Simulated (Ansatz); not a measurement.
# Abstraction of Br: CHBrF2 + C4H9 → CHF2 + C4H9Br

Species: CHBrF2 (bromodifluoromethane) `FC(F)Br`, singlet; C4H9 (tert-butyl radical) `C[C](C)C`, doublet; CHF2 (difluoromethyl radical) `F[CH]F`, doublet; C4H9Br (2-bromo-2-methylpropane) `CC(C)(C)Br`, singlet. A radical takes Br: the energy is the difference in strength between two C–Br bonds in different surroundings.

Shapes, held fixed at every level: PBE0-D4/def2-TZVP. Programs: Ansatz 0.2.0. The zero-point and thermal change to 298 K, harmonic and unscaled (PBE0-D4/def2-TZVP), is +3.1 kJ/mol.

```
               level                   kind  ΔH(298 K) (kJ/mol)  less CCSD(T)/def2-TZVPP
         HF/def2-SVP           Hartree–Fock                +2.1                    +10.7
r2SCAN-D4/def2-TZVPP               meta-GGA                +9.9                    +18.5
 B3LYP-D4/def2-TZVPP          global hybrid                +5.8                    +14.4
 BHLYP-D4/def2-TZVPP          global hybrid                +1.1                     +9.7
  PBE0-D4/def2-TZVPP          global hybrid                +6.5                    +15.1
        MP2/def2-SVP    perturbation theory               -17.5                     -8.9
     CCSD/def2-TZVPP  coupled cluster or CI                -5.6                     +3.0
  CCSD(T)/def2-TZVPP  coupled cluster or CI                -8.6                      0.0
```

The highest level, CCSD(T)/def2-TZVPP, gives ΔH(298 K) = -8.6 kJ/mol; the levels span -17.5 to +9.9. They disagree on the sign: 5 of 8 are positive. The column of differences is taken from that level and isn't an error. No measured value is set beside it here. Open shells run unrestricted unless RO is named. Relativity is left out for Br unless named. Correlated rows may include outer-core shells of Br, which these sets cover unevenly.

Bromine transfer to tert-butyl is close to thermoneutral, with CCSD(T) making the C–Br bond in the tertiary bromide slightly the stronger, by 8.6 kJ/mol. This small difference probably reflects opposing effects. Hyperconjugation stabilises the tert-butyl radical and favours cleavage, but the donating methyl groups also support the polar C–Br bond. In CHBrF2, fluorine already draws charge from carbon, which reduces the polar contribution to its bond with bromine.

The sign divides cleanly by treatment of correlation: Hartree–Fock and all four density functionals give endothermic transfer, while MP2 and both coupled-cluster levels give exothermic transfer. This suggests that the functionals undervalue medium-range correlation between bromine and the methyl groups in the crowded product. Triples lower the enthalpy further, from -5.6 to -8.6 kJ/mol in the same basis. The correlated results therefore favour mild exothermicity, though not a firmly fixed magnitude. Near-thermoneutrality doesn't establish the rate, since polar stabilisation of the transition state can alter the barrier separately.
